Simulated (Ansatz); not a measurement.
## SrMg: the change of energy above given cell and pressure with volume ratio

Results calculated with Ansatz 0.2.0, not measured. Plane-wave density functional theory, PAW datasets, Gaussian smearing 0.05 eV: equation of state, the given cell scaled in volume with shape and atoms relaxed at each volume.

The cell before it is scaled or strained (space group Fd-3m, No. 227):
```
SrMg
1.0
      0.0000     4.0416     4.0416
      4.0416     0.0000     4.0416
      4.0416     4.0416     0.0000
Sr Mg
2 2
Direct
  0.75000 0.75000 0.75000
  0.50000 0.50000 0.50000
  0.00000 0.00000 0.00000
  0.25000 0.25000 0.25000
```

Settings of every row: paw set soft_2; functional PBEsol; spin treatment none; moment partition spheres; spin axis none; wave cutoff 420 eV; k mesh 8x8x8; symmetry use detected.

Atom hubbard u: 0 on all atoms.

Limits: the cell comes from a prototype or a list of computed structures and needn't be the stable phase.

```csv
row,volume ratio,V (Å³/atom),energy above given cell (meV per atom),pressure (GPa)
1,0.96,31.688,?,?
2,0.98,32.348,0.85,0.416
3,1,33.008,0,-0.022
4,1.02,33.669,0.91,-0.425
5,1.04,34.329,3.42,-0.795
```

Question: what energy above given cell and pressure should row 1 give?

Worked fit of energy above given cell. Take u = (V_r/V)^(2/3) − 1 with V_r = 33.338 Å³ an atom, which is twice the finite (Eulerian) strain; such expansions in the strain, on which the Birch-Murnaghan equation of state is built, carry the rest volume and the bulk modulus. The shown rows have u = 0.0203, 0.00665, -0.00656, -0.01934. Least squares give energy above given cell = 0.245 − 69.51 × u + 4894.2 × u² meV per atom; a straight line predicts inner rows, each left out in turn, worse (root mean square 1.2 against 0.0027 meV per atom). All shown rows lie on it to the printed digit. The withheld row has u = 0.03442, so the fit gives 0.245 − 69.51 × (0.03442) + 4894.2 × (0.03442)² = 3.65 meV per atom.

The calculation gave 3.58 meV per atom. The fit lies 0.07 meV per atom (2 % of the value, 2 % of the column's range) above it; its largest miss of a shown row is 0.00 meV per atom. This row lies beyond the range of the fit.

Worked fit of pressure. Take u = (V_r/V)^(2/3) − 1 with V_r = 33.338 Å³ an atom, which is twice the finite (Eulerian) strain; such expansions in the strain, on which the Birch-Murnaghan equation of state is built, carry the rest volume and the bulk modulus. The shown rows have u = 0.0203, 0.00665, -0.00656, -0.01934. Least squares give pressure = −0.2275 + 30.494 × u + 59.33 × u² GPa; a straight line predicts inner rows, each left out in turn, worse (root mean square 0.015 against 0.00012 GPa). All shown rows lie on it to the printed digit. The pressure vanishes at u = 0.0074, or V = 32.97 Å³ an atom, and there the bulk modulus with shape and atoms relaxed is B = −V dP/dV = (2/3)(1 + u) dP/du = 21.1 GPa. The withheld row has u = 0.03442, so the fit gives −0.2275 + 30.494 × (0.03442) + 59.33 × (0.03442)² = 0.892 GPa.

The calculation gave 0.888 GPa. The fit lies 0.004 GPa (0.24 % of the column's range) above it; its largest miss of a shown row is 0.000 GPa. This row lies beyond the range of the fit.
